\section*{The noncollinear spin-flip kernel: exchange-only gas and a two-cell model}

\subsection*{1. Conventions}

Hartree atomic units; model energies in eV. The variables are the density $n$ and the spin-density vector $\mathbf m=\sum_i\psi_i^\dagger\boldsymbol\sigma\psi_i$ of two-component spinors. $\mathbf m$ is a number density: in a collinear state $m_z=n_\uparrow-n_\downarrow$. In a four-component code $\boldsymbol\sigma$ is replaced by the $4\times4$ operator that defines $\mathbf m$ there; the differentiation below is unchanged. An external spin field $\mathbf h$ (an energy) couples as $-\mathbf h\cdot\mathbf m$. Spin--orbit coupling removes any global spin axis, so the local functional is taken to depend on the length of $\mathbf m$:
\begin{equation}
E_{xc}=\int e(n,s)\,d^3r,\qquad s=|\mathbf m|,\qquad \mathbf u=\mathbf m/s,\qquad n_{\uparrow,\downarrow}=\tfrac12(n\pm s).
\end{equation}
Here $\uparrow,\downarrow$ refer to the local axis $\mathbf u$. Subscripts on $e$ are partial derivatives. The kernel is adiabatic.

\subsection*{2. General statement}

With $\partial s/\partial m_a=u_a$ and $\partial u_a/\partial m_b=(\delta_{ab}-u_au_b)/s$, the xc potential is $e_n+e_s\,\mathbf u\cdot\boldsymbol\sigma$ and
\begin{equation}
f_{ab}=\frac{\partial^2e}{\partial m_a\partial m_b}
=f_L\,u_au_b+f_T\,(\delta_{ab}-u_au_b),\qquad f_L=e_{ss},\qquad f_T=\frac{e_s}{s}.
\label{kernel}
\end{equation}
The mixed derivative is $e_{ns}u_a$: the density couples to the longitudinal component only. Since $\partial_s=\tfrac12(\partial_{n_\uparrow}-\partial_{n_\downarrow})$ at fixed $n$,
\begin{equation}
f_T=\frac{v_\uparrow-v_\downarrow}{2(n_\uparrow-n_\downarrow)},\qquad
f_L=\tfrac14\,(f_{\uparrow\uparrow}-2f_{\uparrow\downarrow}+f_{\downarrow\downarrow}),
\end{equation}
with $v_\sigma=\partial e/\partial n_\sigma$ and $f_{\sigma\tau}=\partial^2e/\partial n_\sigma\partial n_\tau$. Remarks.
\begin{itemize}
\item $f_T$ is geometric. A transverse change $\delta$ lengthens $s$ by $\delta^2/2s$, which costs $e_s\delta^2/2s$. Only a first derivative of $e$ enters.
\item Symmetry under $\uparrow\leftrightarrow\downarrow$ makes $e$ even in $s$; for smooth $e$, $e_s(n,0)=0$. Then
\begin{equation}
f_T(n,s)=\int_0^1 f_L(n,\lambda s)\,d\lambda\;\xrightarrow{\,s\to0\,}\;e_{ss}(n,0)=\tfrac12(f_{\uparrow\uparrow}-f_{\uparrow\downarrow}),
\label{average}
\end{equation}
the triplet kernel. At $s=0$, $f_{ab}=e_{ss}(n,0)\,\delta_{ab}$ and the undefined $\mathbf u$ drops out.
\item Between two spin-flip pairs of the same sense the $xx$ and $yy$ terms add, because $\langle\downarrow|\sigma_x|\uparrow\rangle\langle\uparrow|\sigma_x|\downarrow\rangle=\langle\downarrow|\sigma_y|\uparrow\rangle\langle\uparrow|\sigma_y|\downarrow\rangle=1$. The coupling per orbital product is therefore $2f_T=(v_\uparrow-v_\downarrow)/(n_\uparrow-n_\downarrow)$. This kernel was introduced into spin-flip TDDFT by Wang and Ziegler (2004).
\item A collinear functional $e(n,m_z)$ has $f_{zz}$ only, and no spin-flip coupling.
\end{itemize}

\subsection*{3. Exchange-only gas at polarisation $\zeta$}

With $\zeta=s/n$, $k_F=(3\pi^2n)^{1/3}$ and $g=k_F/\pi=(3n/\pi)^{1/3}$, LDA exchange is
\begin{equation}
e=-\tfrac34\Big(\tfrac6\pi\Big)^{1/3}\big(n_\uparrow^{4/3}+n_\downarrow^{4/3}\big)
=-\tfrac38\,g\,n\,\big[(1+\zeta)^{4/3}+(1-\zeta)^{4/3}\big].
\end{equation}
So $v_{\uparrow,\downarrow}=-g(1\pm\zeta)^{1/3}$ and $f_{\uparrow\downarrow}=0$, whence $e_{nn}=e_{ss}$. Define the exchange field $B_{\rm x}=-e_s$ and the positive energies $J_{T,L}=-nf_{T,L}$:
\begin{align}
B_{\rm x}&=\tfrac g2\big[(1+\zeta)^{1/3}-(1-\zeta)^{1/3}\big],\\
J_T&=\frac{B_{\rm x}}{\zeta}=J_0\Big(1+\tfrac{5}{27}\zeta^2+\tfrac{22}{243}\zeta^4+\dots\Big),\\
J_L&=\frac{dB_{\rm x}}{d\zeta}=\tfrac g6\big[(1+\zeta)^{-2/3}+(1-\zeta)^{-2/3}\big]
=J_0\Big(1+\tfrac59\zeta^2+\tfrac{110}{243}\zeta^4+\dots\Big),
\end{align}
with $J_0=g/3$. The common limit is $f_T=f_L=-g/3n=-\pi/k_F^2$. $J_L$ rises with $\zeta$, so its average \eqref{average} obeys $J_T<J_L$ for $\zeta>0$.
\begin{center}
\begin{tabular}{c|ccccc}
$\zeta$ & 0 & 0.2 & 0.6 & 0.8 & 1\\\hline
$J_T/J_0$ & 1 & 1.0076 & 1.0820 & 1.1843 & 1.8899\\
$J_L/J_0$ & 1 & 1.0230 & 1.2865 & 1.7999 & $\infty$
\end{tabular}
\end{center}
At $\zeta=1$, $J_T/J_0=3\cdot2^{-2/3}$ is finite while $J_L$ diverges as $(1-\zeta)^{-2/3}$. Near $\zeta=0$ the quotient $B_{\rm x}/\zeta$ is $0/0$ and a code should use the series; its first two terms give 1.0074 at $\zeta=0.2$.

Illustrative input: $r_s=3$ bohr. Then $k_F=0.6397$ bohr$^{-1}$, $n=8.842\times10^{-3}$ bohr$^{-3}$, $g=0.2036\,E_h=5.541$ eV, $J_0=1.847$ eV. The kernel is $-7.677\,E_h\,$bohr$^3$ at $\zeta=0$; at $\zeta=0.6$, $f_T=-8.306$ and $f_L=-9.876$ in the same unit. Relativistic corrections to the exchange of the gas are of relative order $(k_F/c)^2=2.2\times10^{-5}$ and are dropped.

\emph{Uniform precession.} For $H=\mathbf b\cdot\boldsymbol\sigma$, $\dot{\mathbf m}=2\,\mathbf b\times\mathbf m$. Take $\mathbf m_0=s\hat{\mathbf z}$, $\mathbf b_0=-(h+B_{\rm x})\hat{\mathbf z}$ and a uniform transverse $\delta\mathbf m$ with $\delta\mathbf b=f\,\delta\mathbf m$:
\begin{equation}
\delta\dot{\mathbf m}=-2\,(h+B_{\rm x}+fs)\,\hat{\mathbf z}\times\delta\mathbf m .
\end{equation}
The Kohn--Sham spin-flip gap is $2(h+B_{\rm x})$. A spin-independent interaction commutes with the total spin, so the frequency must be $2h$. This requires $f=-B_{\rm x}/s=f_T$. The uniform gas tests $f_T$ alone; the next model holds $f_T$, $f_L$ and the limit $s\to0$ in one spectrum.

\subsection*{4. Two cells, two electrons}

Two cells $j=1,2$ of volume $\Omega=1/n$ ($113.1$ bohr$^3$ at $r_s=3$), one constant orbital $\Omega^{-1/2}$ in each, four spin-orbitals, two electrons. Each cell is a piece of gas with occupation $N_j$ and spin vector $\mathbf M_j=\Omega\,\mathbf m_j$:
\begin{equation}
E=-t\sum_\sigma\langle c^\dagger_{1\sigma}c_{2\sigma}+{\rm h.c.}\rangle
+\sum_j\Big[\Omega\,e\Big(\frac{N_j}{\Omega},\frac{|\mathbf M_j|}{\Omega}\Big)+\frac U2(N_j-1)^2-\mathbf h_j\cdot\mathbf M_j\Big].
\end{equation}
$U$ is a Hartree charging energy. The field is staggered, $\mathbf h_1=-\mathbf h_2=h\hat{\mathbf z}$; it is a device for setting $\zeta$. Expectation values are taken in the Kohn--Sham determinant.

\emph{Ground state.} Try $N_j=1$, $\mathbf M_1=-\mathbf M_2=\zeta\hat{\mathbf z}$. Up to a constant, with $D=h+B_{\rm x}(\zeta)$,
\begin{equation}
H_\uparrow=\begin{pmatrix}-D&-t\\-t&D\end{pmatrix},\qquad
H_\downarrow=\begin{pmatrix}D&-t\\-t&-D\end{pmatrix},\qquad
\varepsilon=\mp W,\quad W=\sqrt{t^2+D^2}.
\end{equation}
Occupied orbitals: $(a,b)_\uparrow$ and $(b,a)_\downarrow$. Empty: $(b,-a)_\uparrow$ and $(a,-b)_\downarrow$. Here $a^2+b^2=1$, $a^2-b^2=D/W$, $2ab=t/W$. Self-consistency is $\zeta=D/W$. Taking $\zeta$ as parameter solves it in closed form:
\begin{equation}
W=\frac{t}{\sqrt{1-\zeta^2}},\qquad h=\zeta\,(W-J_T),\qquad a^2,\,b^2=\tfrac12(1\pm\zeta).
\label{scf}
\end{equation}

\emph{Response.} All four excitations have Kohn--Sham energy $2W$. Since $n\Omega=1$, the induced field in a cell is $\delta\mathbf b_j=-J_L\,\delta\mathbf M_j^{\parallel}-J_T\,\delta\mathbf M_j^{\perp}$ plus the mixed term. The Casida matrices $\mathcal A,\mathcal B$ fall into blocks.

\emph{Transverse.} The pair $\uparrow\to\downarrow$ has orbital products $(a^2,-b^2)$ on cells $(1,2)$, the pair $\downarrow\to\uparrow$ has $(b^2,-a^2)$. The excitation of one pair carries the same $\Delta M_S$ as the de-excitation of the other, so these two couple. With coupling $-2J_T$ per cell,
\begin{align}
\mathcal A&=2W-2J_T(a^4+b^4)=2W-J_T(1+\zeta^2),\\
\mathcal B&=-4J_T\,a^2b^2=-J_T(1-\zeta^2),
\end{align}
and $\omega^2=(\mathcal A+\mathcal B)(\mathcal A-\mathcal B)$ gives, twice,
\begin{equation}
\omega_T^2=4\,(W-J_T)(W-\zeta^2J_T)=\frac{4h}{\zeta}\,(W-\zeta^2J_T).
\label{wT}
\end{equation}
The first factor is the stiffness against a staggered tilt, the second against a uniform tilt at right angles to it.

\emph{Longitudinal.} Let $M_s=\tfrac12(M_{1z}-M_{2z})$. A change $\delta D$ adds $-\delta D\,\sigma_z\tau_z$ to the Hamiltonian, $\tau_z=\pm1$ on cells 1, 2. Its occupied--empty element has modulus $2ab=\sqrt{1-\zeta^2}$ for each spin, so
\begin{equation}
\delta M_s=\frac{4W(1-\zeta^2)}{4W^2-\omega^2}\,\delta D,\qquad \delta D=\delta h+J_L\,\delta M_s .
\end{equation}
The mixed kernel is inactive. A change $\delta M_s$ alters $s$ equally in both cells and shifts both potentials alike. A charge transfer induces a uniform $\sigma_z$ field, which commutes with $H$. The poles are
\begin{equation}
\omega_L^2=4W\big[W-(1-\zeta^2)J_L\big],\qquad
\omega_c^2=4W\big[W+(1-\zeta^2)(U-J_L)\big].
\label{wL}
\end{equation}
The charge mode $\omega_c$ follows in the same way with $ne_{nn}=-J_L$. $U$ appears nowhere else.

\emph{Static limit.} For a staggered transverse field each spin-flip pair has matrix element $a^2+b^2=1$, the Kohn--Sham response is $1/W$, and
\begin{equation}
\chi_T=\frac1{W-J_T}=\frac{\zeta}{h},\qquad
\chi_L=\frac{1}{W/(1-\zeta^2)-J_L}=\frac{d\zeta}{dh}.
\end{equation}
Both right-hand sides are known without any kernel. Adding a small staggered transverse field $\delta h$ rotates both fields rigidly by $\delta h/h$, the state follows, and $\delta M=\zeta\,\delta h/h$. The second is the derivative of \eqref{scf}. Only $J_T=B_{\rm x}/\zeta$ meets the first identity.

\subsection*{5. Numbers of the model}

\emph{Case I: $t=3$ eV, $r_s=3$, polarised by the field} (illustrative inputs; energies in eV).
\begin{center}
\begin{tabular}{c|cccc}
$\zeta$ & $h$ & $2W$ & $\omega_T$ (twice) & $\omega_L$\\\hline
0 & 0 & 6.000 & 3.720 & 3.720\\
0.2 & 0.240 & 6.124 & 3.788 & 3.910\\
0.6 & 1.051 & 7.500 & 4.608 & 5.783\\
0.8 & 2.250 & 10.000 & 6.364 & 8.721
\end{tabular}
\end{center}
Working at $\zeta=0.6$: $J_T=1.998$, $J_L=2.376$, $B_{\rm x}=1.199$, $\mathcal A=4.782$, $\mathcal B=-1.279$, $\mathcal A+\mathcal B=3.503$, $\mathcal A-\mathcal B=6.061$ eV; $\chi_T=0.5709$ and $\chi_L=0.2871$ eV$^{-1}$. A collinear kernel leaves the spin flips at $2W=7.500$ eV. Putting $J_L$ in place of $J_T$ in \eqref{wT} gives $3.988$ eV.

\emph{Limit $s\to0$.} Both \eqref{wT} and \eqref{wL} tend to
\begin{equation}
\omega_0^2=4t\,(t-J_0),
\end{equation}
the threefold triplet of the closed shell. At finite $\zeta$,
\begin{equation}
\omega_L^2-\omega_T^2=4\big[W(J_T-J_L)+\zeta^2W(J_T+J_L)-\zeta^2J_T^2\big]
=4\zeta^2J_0\Big(\tfrac{44}{27}\,t-J_0\Big)+O(\zeta^4).
\end{equation}
In $\tfrac{44}{27}=2-\tfrac{10}{27}$ the kernel anisotropy $J_T-J_L$ supplies $-\tfrac{10}{27}$ and the polarised orbitals supply the 2. At $\zeta=0.2$ the leading term is $0.899$ eV$^2$ and the full expression $0.934$ eV$^2$.

\emph{Case II: $h=0$, broken symmetry.} The triplet softens at $t_c=J_0=k_F/3\pi$. Below it \eqref{scf} has the solution
\begin{equation}
W=J_T(\zeta),\qquad t=\sqrt{1-\zeta^2}\,J_T(\zeta)=J_0\Big(1-\tfrac{17}{54}\zeta^2+\dots\Big),
\end{equation}
so $\zeta$ grows continuously from zero. Then $\omega_T=0$ for every $\zeta$: the axis of the antiparallel moments turns in two directions at no cost. The third mode is $\omega_L^2=4J_T[J_T-(1-\zeta^2)J_L]\simeq\tfrac{68}{27}J_0^2\zeta^2$. All three meet at zero at $t_c$. For $\zeta=0.6$: $t=1.599$ eV, $\omega_L=1.954$ eV. Spin-flip frequency under four treatments:
\begin{center}
\begin{tabular}{l|c}
kernel $f_T$, full response & $\omega=0$\\
kernel $f_T$, Tamm--Dancoff ($\mathcal B=0$) & $\omega=(1-\zeta^2)J_T=1.279$ eV\\
collinear, no spin-flip kernel & $\omega=2W=3.997$ eV\\
$f_L$ used for all directions & $\omega^2=-1.727$ eV$^2$
\end{tabular}
\end{center}
The last line is a spurious instability, caused by $J_L>J_T$. The zero modes belong to the approximate functional: with a spin-independent interaction the exact two-electron ground state of the dimer is a singlet without local moments. They test the consistency of kernel and potential, not the quality of LDA exchange.

\subsection*{6. Spin--orbit hopping}

Time reversal allows a spin-dependent part in the hopping. With its axis along $y$,
\begin{equation}
T_{12}=-t\,e^{i\theta\sigma_y/2}=-t\cos\tfrac\theta2-i\,t\sin\tfrac\theta2\;\sigma_y,\qquad T_{21}=T_{12}^\dagger .
\end{equation}
Writing the spinor of cell 2 as $\psi_2=e^{-i\theta\sigma_y/2}\psi_2'$ restores plain hopping and rotates $\mathbf M_2$ by $\theta$ about $y$. The functional sees $|\mathbf M_2|$ only. For $h=0$, or for $\mathbf h_2$ rotated likewise, the solution of Section 4 carries over with
\begin{equation}
\mathbf u_1=(0,0,1),\qquad \mathbf u_2=-(\sin\theta,0,\cos\theta).
\end{equation}
The state is now noncollinear and $S_z$ is not conserved. In the fixed frame, \eqref{kernel} gives for $J_{ab}=-nf_{ab}$ in cell 2
\begin{align}
J_{xx}&=J_T+(J_L-J_T)\sin^2\theta, & J_{zz}&=J_T+(J_L-J_T)\cos^2\theta,\\
J_{xz}&=(J_L-J_T)\sin\theta\cos\theta, & J_{yy}&=J_T .
\end{align}
For $\theta=30^\circ$ (illustrative) and $\zeta=0.6$: $J_{xx}=2.093$, $J_{zz}=2.282$, $J_{xz}=0.164$ eV. The tensor rotates with $\mathbf u_2$, so the $4\times4$ Casida problem in the fixed frame returns \eqref{wT} and \eqref{wL} for any $\theta$.

Closed shell ($h=0$, $t>t_c$): the isotropic kernel $J_0\delta_{ab}$ keeps the triplet threefold at $\omega_0$, as the spinor transformation demands of any spin-rotation-invariant on-cell interaction. A collinear functional with fixed axis $z$ acts in the primed frame along $\hat{\mathbf z}$ in cell 1 and along a unit vector $\hat{\mathbf z}'$ at angle $\theta$ to it in cell 2. Each cell carries half the coupling, so $\delta_{ab}$ is replaced by $\tfrac12(\hat z_a\hat z_b+\hat z'_a\hat z'_b)$, with eigenvalues $\cos^2\tfrac\theta2$, $\sin^2\tfrac\theta2$, $0$:
\begin{equation}
\omega^2=4t\big(t-J_0\cos^2\tfrac\theta2\big),\qquad 4t\big(t-J_0\sin^2\tfrac\theta2\big),\qquad 4t^2 .
\end{equation}
For $t=3$ eV and $\theta=30^\circ$ the model gives $3.914$, $5.875$ and $6.000$ eV in place of three times $3.720$ eV. The collinear pattern also depends on the chosen axis: with the axis along $y$ it is $\omega_0$, $2t$, $2t$. Without spin--orbit coupling one computes the $M_S=0$ component and supplies the other two by symmetry. With it $M_S$ is no label, and all three components need a kernel.

\subsection*{7. Model against general statement}

\begin{itemize}
\item Tensor form \eqref{kernel}: $J_T$ alone enters the two transverse modes, $J_L$ alone the longitudinal one; the projectors follow the local $\mathbf u_j$, and the spectrum is independent of $\theta$.
\item $f_T=(v_\uparrow-v_\downarrow)/2(n_\uparrow-n_\downarrow)$: in the model $J_T=B_{\rm x}/\zeta$. The same $B_{\rm x}$ sits in the orbital gap through $W=(h+B_{\rm x})/\zeta$ and cancels in $W-J_T=h/\zeta$. Hence $\chi_T=\zeta/h$ and $\omega_T=0$ at $h=0$. The cancellation does not use the power $4/3$ and holds for any $e(n,s)$, correlation included.
\item $f_T\to e_{ss}(n,0)$: $J_T$ and $J_L$ meet at $J_0$ with a difference $\tfrac{10}{27}J_0\zeta^2$, and the three spin modes merge into the triplet $\omega_0$.
\item Limits: the derivation needs a functional of $n$ and $|\mathbf m|$ at one point. Its field is parallel to $\mathbf m$ and exerts no local torque. Gradient-corrected functionals add derivatives with respect to gradients, which \eqref{kernel} does not contain.
\end{itemize}